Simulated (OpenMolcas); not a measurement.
# How methods differ on HfHCl3O (SMILES Cl[Hf](Cl)(Cl)O)

The species is HfHCl3O (6 atoms), meant as a singlet with charge 0. As SMILES, `Cl[Hf](Cl)(Cl)O`. The shape is that of a PBE0-D4/def2-TZVP optimisation.

Each level gives the dipole moment (D). The values are calculated.

```json
{"level": "HF/def2-SVP (core potential)", "kind": "Hartree–Fock", "program": "OpenMolcas", "value (D)": "3.08"}
{"level": "SVWN5/def2-SVP (core potential)", "kind": "LDA", "program": "OpenMolcas", "value (D)": "2.98"}
{"level": "BLYP/def2-SVP (core potential)", "kind": "GGA", "program": "OpenMolcas", "value (D)": "2.91"}
{"level": "revPBE/def2-SVP (core potential)", "kind": "GGA", "program": "OpenMolcas", "value (D)": "3.00"}
{"level": "r2SCAN/def2-SVP (core potential)", "kind": "meta-GGA", "program": "OpenMolcas", "value (D)": "3.08"}
{"level": "M06-2X/def2-SVP (core potential)", "kind": "hybrid meta-GGA", "program": "OpenMolcas", "value (D)": "3.04"}
```

The values span 2.91 to 3.08 D. Magnitudes only.

The dipole moment of HfCl3OH depends only weakly on the electronic-structure treatment: every value lies between 2.91 and 3.08 D. This fits a closed-shell Hf(IV) centre with a formally empty 5d shell, where strongly polar Hf–Cl and Hf–O bonds set the charge distribution and no near-degenerate configurations compete. The net moment is what remains after partial cancellation among the four metal–ligand bonds, together with the contribution of the polar O–H bond. The residual differences probably reflect how much Cl and O lone-pair density each method donates into the empty Hf 5d orbitals.

The values don't follow the usual hierarchy of functionals. BLYP falls below the LDA while revPBE lies slightly above it, and r2SCAN matches Hartree–Fock at 3.08 D without any exact exchange, whereas the hybrid M06-2X gives a little less. The share of exact exchange alone therefore doesn't order the results. Close agreement within one compact basis without diffuse functions also leaves any shared basis-set error untested.
